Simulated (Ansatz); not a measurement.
Ionic part of the dielectric constant of BP at 1 GPa, mode by mode

The calculation used Ansatz 0.2.0, DFT LDA, scalar-relativistic, plane waves, PAW. Settings: 420 eV plane-wave cutoff, Γ-centred 10×10×10 mesh, fixed occupations. No spin polarisation. Phonons by linear response, acoustic sum rule imposed.

The structure is cubic, space group F-43m (No. 216). The conventional cell has a = 4.482 Å, b = 4.482 Å, c = 4.482 Å, α = 90.00°, β = 90.00°, γ = 90.00°. Around B (site symmetry -43m) lie 4 P at 1.94 Å. Around P (site symmetry -43m) lie 4 B at 1.94 Å.

The primitive cell has V = 22.51 Å³ and ε∞,yy = 9.178. Each polar mode adds Δε = (4.92064×10⁷/V)·S/ν² along y, with S its oscillator strength in e²/amu, ν in cm⁻¹ and V in Å³.

Problem. From these modes, find each Δε and ε0,yy.
```
ν (cm⁻¹) S_yy (e²/amu)
   825.4        0.05406
```

Solution.
```tsv
ν (cm⁻¹)	Δε
825.4	0.17
```

The sum is 0.173, so ε0,yy = 9.35; the run's tensor has 9.35.

Problem. Where do the longitudinal modes lie for a wave vector along y?

Solution. At 833 cm⁻¹. The Lyddane–Sachs–Teller product Π(ν_LO/ν_TO)² = 1.02 matches ε0/ε∞ = 1.02.

Cost: 1 run of about 0.83 core-minutes, on Intel Xeon Processor @ 2.50GHz (Skylake/Cascade Lake) (shared hosts).

The static dielectric response of BP is almost entirely electronic: the lattice adds only 0.17 to an ε∞ of 9.178. The reason is the nearly non-polar covalent bond. Boron and phosphorus have similar electronegativities, so displacing the two sublattices against each other creates little dipole, which shows up as a small oscillator strength. Stiff short bonds and the light boron atom also push the transverse mode up to 825.4 cm⁻¹. Of these two, only the stiffness suppresses the ionic term further, because the atomic mass enters both the oscillator strength and the squared frequency and cancels in their ratio.

The same weak polarity, together with strong electronic screening of the macroscopic field, explains why the longitudinal mode lies only slightly higher, at 833 cm⁻¹. Long-range polar (Fröhlich) coupling of carriers to this phonon should therefore be weak, although short-range deformation-potential scattering is a separate matter. Because the oscillator strength is quadratic in the Born effective charge, these data establish that the dynamical charge is small but not which atom carries the negative sign.
